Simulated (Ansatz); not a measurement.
# How methods differ on [B2H4]− (SMILES B[BH2-])

The species is [B2H4]− (6 atoms), meant as a doublet with charge -1. As SMILES, `B[BH2-]`. The coordinates come from a GFN2-xTB relaxation.

```xyz
6

B    -0.1716   -0.7714   -0.0253
B     0.1693    0.7737    0.0273
H    -0.5804   -1.4388    0.9210
H    -0.0699   -1.4854   -1.0207
H     0.5757    1.4355   -0.9254
H     0.0769    1.4865    1.0230
```

Quantity: the energy change with the B1–H3 bond stretched from 1.228 to 3.070 Å, in eV. The values are calculated.

```
           level                   kind  program  value (eV)  CPU time (all runs)
   USVWN5/STO-3G                    LDA   Ansatz        6.03                2.5 s
   UB3LYP/STO-3G          global hybrid   Ansatz        5.78                4.3 s
    UPBE0/STO-3G          global hybrid   Ansatz        5.90                4.8 s
  RPA@PBE/STO-3G                    RPA   Ansatz        5.43                4.6 s
 UBCCD(T)/STO-3G  coupled cluster or CI   Ansatz           ?               0.44 s
    UCCSD/STO-3G  coupled cluster or CI   Ansatz           ?               0.32 s
UCCSDT(Q)/STO-3G  coupled cluster or CI   Ansatz        5.61                1.7 s
      FCI/STO-3G     exact in the basis   Ansatz        5.61                 12 s
```

Estimate what the levels marked ? give.

As computed at these levels: UBCCD(T)/STO-3G: 5.65 eV; UCCSD/STO-3G: 5.66 eV. Sets without diffuse functions describe the anion poorly. The first shape isn't each level's own minimum. The values span 5.43 to 6.03 eV. Spin contamination of the reference (⟨S²⟩ at least 0.1 too high) touches USVWN5/STO-3G, UB3LYP/STO-3G, UPBE0/STO-3G, RPA@PBE/STO-3G, UBCCD(T)/STO-3G, UCCSD/STO-3G, UCCSDT(Q)/STO-3G. All rows use very small basis sets, so even the best lies far from the true value. Times are those of the runs behind each value, whatever else they computed, on shared processors of several kinds: orders of magnitude only.

Among the wavefunction methods, UCCSDT(Q) reproduces the FCI value of 5.61 eV, while UCCSD and UBCCD(T) lie only slightly above it. The three density functionals all give a larger stretching energy, with LDA the highest, and RPA falls below FCI.

The cost is essentially that of breaking a two-electron B–H σ bond. In the planar anion the extra electron occupies the B–B π-bonding orbital, so it strengthens the link between the borons rather than the bond being stretched. Pulling hydrogen away leaves a σ orbital on boron close in energy to this π orbital. Several open-shell couplings can then compete within the doublet, which probably explains why connected excitations beyond doubles still matter slightly.

FCI is a strict benchmark for the coupled-cluster rows, but less so for the functionals, whose correlation energy is not confined to the excitations the orbital basis allows. Their offsets therefore do not measure functional error alone, and the closeness of B3LYP to FCI relative to PBE0 does not establish it as the better functional for this bond.
